**Transferability errors of a three-electron La pseudopotential**

The table holds excitation energies of nine La valence configurations and the all-electron minus pseudo errors, from ld1.x with LDA-PZ, scalar-relativistic, for a Troullier-Martins separable potential with a frozen [Xe] core and one p ghost. The program fits nothing: it forms like-for-like differences and tests the estimate that the error grows as the square of the number of electrons moved. The estimate holds roughly for 6s to 6p (power 2.3) and fails for 6s removal (power 5 to 6). All nine errors are negative; the 5d to 4f transfer costs 0.169 eV all-electron and 1.127 eV pseudo, while spin-polarisation energies agree to about 0.3 %. The ghost, 32.4 eV below 6s, does not show in the 6p rows.

Calculated values. Tests of a scalar-relativistic LDA (Perdew-Zunger) pseudopotential for La, made with ld1.x 7.5: separable Troullier-Martins form, Xe core, nonlinear core correction, s channel local, radii 2.95 (s), 3.1 (p), 2.38 (d) and 1.75 (f) bohr. Energies are relative to 4f0 5d1 6s2 6p0, unpolarised; errors are all-electron minus pseudo. Polarised rows follow Hund's rule.

## Script

```python
# Table: excitation energies (eV) of La valence configurations and errors all-electron minus pseudo (meV),
# ld1.x, LDA-PZ, scalar-relativistic, Troullier-Martins separable, core [Xe], reference 4f0 5d1 6s2 6p0.
# Tested: like-for-like differences, and the estimate that the error grows as (electrons moved)^2.
T = {
    'test_configuration': ['4f0 5d1 6s1 6p0', '4f0 5d1 6s0 6p0', '4f0 5d1 6s1.5 6p0', '4f0 5d1.5 6s1.5 6p0', '4f0 5d1 6s0 6p2', '4f0 5d1 6s1 6p1', '4f1 5d0 6s1 6p0', '4f0 5d1 6s2 6p0', '4f0 5d1 6s1 6p0'],
    'test_spin_polarised': ['no', 'no', 'no', 'no', 'no', 'no', 'no', 'yes', 'yes'],
    'excitation_energy_all_electron': [6.1629, 17.315, 2.4824, 0.36167, 5.0476, 2.4596, 6.3317, -0.097498, 5.7371],  # eV
    'excitation_error': [-1.646, -56.56, -0.02721, -10.3, -12.52, -2.531, -959.5, -0.2313, -3.102],  # meV
}
import re
import numpy as np
from scipy.constants import physical_constants as pc
Ry = pc['Rydberg constant times hc in eV'][0]
step = 1e-6 * Ry * 1e3  # meV, step of the printed total energies
# further outputs of the same run: lowest level of each channel (Ry), f excess at 60 Ry cutoff (mRy)
es, ed, ef, ghost, f60 = -0.2806, -0.23578, -0.33673, -2.66169, 428.1
E, D = {}, {}
print("configuration      spin charge  E_AE(eV)  E_pseudo(eV)  error(meV)  |error|/|E|(%)")
for c, s, e, d in zip(T['test_configuration'], T['test_spin_polarised'],
                      T['excitation_energy_all_electron'], T['excitation_error']):
    occ = tuple(float(x) for x in re.findall(r'\d[spdf](\d+\.?\d*)', c))
    sp = str(s).lower() in ('yes', 'true')
    E[occ + (sp,)], D[occ + (sp,)] = e, d
    print(f"{c:20s}{'yes' if sp else 'no':4s}{3-sum(occ):+5.1f} {e:9.4f} {e-d/1e3:11.4f} {d:12.3f} {abs(d/e)/10:10.3f}")
s15, s1, s0 = (0, 1, 1.5, 0, False), (0, 1, 1, 0, False), (0, 1, 0, 0, False)
p1, p2, d15, f1 = (0, 1, 1, 1, False), (0, 1, 0, 2, False), (0, 1.5, 1.5, 0, False), (1, 0, 1, 0, False)
m1, m2 = (0, 1, 2, 0, True), (0, 1, 1, 0, True)
print(f"rounding step 1e-6 Ry = {step:.4f} meV; the 6s1.5 error is {abs(D[s15])/step:.1f} steps")
print(f"negative errors: {sum(v < 0 for v in D.values())} of {len(D)}")
print("-- doubling the electrons moved (second-order estimate: factor 4, power 2)")
pw = {}
for n, a, b in [("6s removal 0.5 to 1", s15, s1), ("6s removal 1 to 2", s1, s0), ("6s to 6p 1 to 2", p1, p2)]:
    pw[n] = np.log2(D[b] / D[a])
    print(f"{n}: factor {D[b]/D[a]:.2f}, power {pw[n]:.2f}, estimate {4*D[a]:.2f} meV, table {D[b]:.2f} meV")
lo, hi = [np.log2(abs(D[s1]) / (abs(D[s15]) + k * step)) for k in (1, -1)]
print(f"first power if the 6s1.5 error moves by one step: {lo:.1f} to {hi:.1f}")
print("-- error / (electrons moved)^2 from the reference, meV")
for n, k, x in [("6s out 0.5", s15, .5), ("6s out 1", s1, 1), ("6s out 2", s0, 2),
                ("6s to 6p 1", p1, 1), ("6s to 6p 2", p2, 2), ("6s to 5d 0.5", d15, .5)]:
    print(f"{n}: {D[k]/x**2:.2f}")
print("-- all-electron energies")
U = [2 * (E[k] + es * Ry * x) / x**2 for k, x in [(s15, .5), (s1, 1), (s0, 2)]]
print(f"6s slope {-es*Ry:.3f} eV; curvature 2(E-slope*x)/x^2 at x=0.5,1,2: {U[0]:.2f}, {U[1]:.2f}, {U[2]:.2f} eV")
print(f"second ionisation {E[s0]-E[s1]:.3f} eV, error {D[s0]-D[s1]:.1f} meV ({abs(D[s0]-D[s1])/(E[s0]-E[s1])/10:.2f} %)")
print(f"6s to 6p: E(2)/E(1) = {E[p2]/E[p1]:.3f}; 6s to 5d 0.5: linear term {0.5*(ed-es)*Ry:.3f} eV, table {E[d15]:.3f} eV")
print("-- single steps between rows")
dE, dD = E[f1] - E[s1], D[f1] - D[s1]
print(f"5d to 4f in the +1 ion: AE {dE:.3f} eV, pseudo {dE-dD/1e3:.3f} eV, error {dD:.1f} meV, ratio {(dE-dD/1e3)/dE:.1f}")
print(f"4f row error / next largest error = {D[f1]/D[s0]:.1f}; / unpolarised 5d1 6s1 error = {D[f1]/D[s1]:.0f}")
print(f"adding 0.5 5d at 6s1.5 changes the error by {D[d15]-D[s15]:+.2f} meV")
print(f"adding 6p: one at 6s1 {D[p1]-D[s1]:+.2f} meV; two at 6s0 {D[p2]-D[s0]:+.2f} meV (ion/neutral {D[s0]/D[p2]:.1f})")
print("-- spin polarisation")
g1, g2, r1, r2 = E[m1], E[m2] - E[s1], D[m1], D[m2] - D[s1]
print(f"5d1 6s2 (1 unpaired): {g1:.4f} eV, error {r1:.2f} meV ({abs(r1/g1)/10:.2f} %)")
print(f"5d1 6s1 (2 unpaired): {g2:.4f} eV, error {r2:.2f} meV ({abs(r2/g2)/10:.2f} %)")
print(f"energy ratio {g2/g1:.2f}, squared-moment ratio 4")
print(f"polarised 6s ionisation {E[m2]-E[m1]:.3f} eV, error {D[m2]-D[m1]:.2f} meV; unpolarised {E[s1]:.3f} eV")
print("-- levels of the same run")
print(f"4f-5d {(ef-ed)*Ry:.2f} eV, 4f-6s {(ef-es)*Ry:.2f} eV at the neutral reference")
print(f"p ghost {ghost*Ry:.2f} eV, {(es-ghost)*Ry:.1f} eV below 6s; lowest f level at 60 Ry cutoff {ef+f60/1e3:+.3f} Ry")
assert all(v < 0 for v in D.values())
assert min(D, key=D.get) == f1 and D[f1] < 10 * D[s0]
assert 1.5 < pw["6s to 6p 1 to 2"] < 3 and pw["6s removal 1 to 2"] > 4
assert g2 < g1 < 0
```

Output:

```
configuration      spin charge  E_AE(eV)  E_pseudo(eV)  error(meV)  |error|/|E|(%)
4f0 5d1 6s1 6p0     no   +1.0    6.1629      6.1645       -1.646      0.027
4f0 5d1 6s0 6p0     no   +2.0   17.3150     17.3716      -56.560      0.327
4f0 5d1 6s1.5 6p0   no   +0.5    2.4824      2.4824       -0.027      0.001
4f0 5d1.5 6s1.5 6p0 no   +0.0    0.3617      0.3720      -10.300      2.848
4f0 5d1 6s0 6p2     no   +0.0    5.0476      5.0601      -12.520      0.248
4f0 5d1 6s1 6p1     no   +0.0    2.4596      2.4621       -2.531      0.103
4f1 5d0 6s1 6p0     no   +1.0    6.3317      7.2912     -959.500     15.154
4f0 5d1 6s2 6p0     yes  +0.0   -0.0975     -0.0973       -0.231      0.237
4f0 5d1 6s1 6p0     yes  +1.0    5.7371      5.7402       -3.102      0.054
rounding step 1e-6 Ry = 0.0136 meV; the 6s1.5 error is 2.0 steps
negative errors: 9 of 9
-- doubling the electrons moved (second-order estimate: factor 4, power 2)
6s removal 0.5 to 1: factor 60.49, power 5.92, estimate -0.11 meV, table -1.65 meV
6s removal 1 to 2: factor 34.36, power 5.10, estimate -6.58 meV, table -56.56 meV
6s to 6p 1 to 2: factor 4.95, power 2.31, estimate -10.12 meV, table -12.52 meV
first power if the 6s1.5 error moves by one step: 5.3 to 6.9
-- error / (electrons moved)^2 from the reference, meV
6s out 0.5: -0.11
6s out 1: -1.65
6s out 2: -14.14
6s to 6p 1: -2.53
6s to 6p 2: -3.13
6s to 5d 0.5: -41.20
-- all-electron energies
6s slope 3.818 eV; curvature 2(E-slope*x)/x^2 at x=0.5,1,2: 4.59, 4.69, 4.84 eV
second ionisation 11.152 eV, error -54.9 meV (0.49 %)
6s to 6p: E(2)/E(1) = 2.052; 6s to 5d 0.5: linear term 0.305 eV, table 0.362 eV
-- single steps between rows
5d to 4f in the +1 ion: AE 0.169 eV, pseudo 1.127 eV, error -957.9 meV, ratio 6.7
4f row error / next largest error = 17.0; / unpolarised 5d1 6s1 error = 583
adding 0.5 5d at 6s1.5 changes the error by -10.27 meV
adding 6p: one at 6s1 -0.89 meV; two at 6s0 +44.04 meV (ion/neutral 4.5)
-- spin polarisation
5d1 6s2 (1 unpaired): -0.0975 eV, error -0.23 meV (0.24 %)
5d1 6s1 (2 unpaired): -0.4258 eV, error -1.46 meV (0.34 %)
energy ratio 4.37, squared-moment ratio 4
polarised 6s ionisation 5.835 eV, error -2.87 meV; unpolarised 6.163 eV
-- levels of the same run
4f-5d -1.37 eV, 4f-6s -0.76 eV at the neutral reference
p ghost -36.21 eV, 32.4 eV below 6s; lowest f level at 60 Ry cutoff +0.091 Ry
```
